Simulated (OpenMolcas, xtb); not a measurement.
**A ladder of methods for C2H4O2Si (SMILES C=C1O[SiH2]O1)**

C2H4O2Si: 9 atoms, total charge 0, spin state singlet. As SMILES, `C=C1O[SiH2]O1`. The shape is that of a PBE0-D4/def2-TZVP optimisation.

```xyz
9

C     0.5273    1.3585   -1.1296
C     0.1573    0.3831   -0.3229
O    -0.5852    0.4736    0.8382
Si   -0.4400   -1.1905    0.9783
O     0.4217   -0.9673   -0.4421
H     0.2431    2.3748   -0.9045
H     1.1113    1.1326   -2.0084
H    -1.7011   -1.9496    0.8408
H     0.3541   -1.6615    2.1329
```

Quantity: the vertical ionisation energy (to the doublet cation), in eV. The values are calculated.

```csv
level,kind,program,value (eV)
GFN1-xTB,semi-empirical,xtb,14.73
HF/cc-pVDZ,Hartree–Fock,OpenMolcas,7.82
SVWN5/cc-pVDZ,LDA,OpenMolcas,8.77
revPBE/cc-pVDZ,GGA,OpenMolcas,8.48
r2SCAN/cc-pVDZ,meta-GGA,OpenMolcas,8.59
B3LYP/cc-pVDZ,global hybrid,OpenMolcas,8.71
PBE0/cc-pVDZ,global hybrid,OpenMolcas,8.71
```

The values span 7.82 to 14.73 eV. The xTB values lack the empirical shift that such differences need.

The density functionals place the vertical ionisation energy between 8.48 and 8.77 eV, while Hartree–Fock gives a clearly lower 7.82 eV. That gap is what missing electron correlation would produce: the neutral molecule has one more electron pair than the cation, so neglecting correlation destabilises it more and makes ionisation look too easy. The GFN1-xTB value of 14.73 eV lacks the empirical shift that such differences need, so it should not be compared directly with the others until that shift is applied.

The electron probably leaves the C=C π orbital, which is raised by antibonding mixing with the lone pairs of the two oxygens on the same carbon. This would make the molecule easier to ionise than a simple alkene, as expected for a ketene acetal.

Among the functionals there is no steady progression with rung: the LDA value lies above both hybrids, and revPBE is lowest. The identical B3LYP and PBE0 results show consistency between two related approximations, not convergence to the exact value. Without a correlated wavefunction reference, the functionals cannot be ranked by accuracy here.
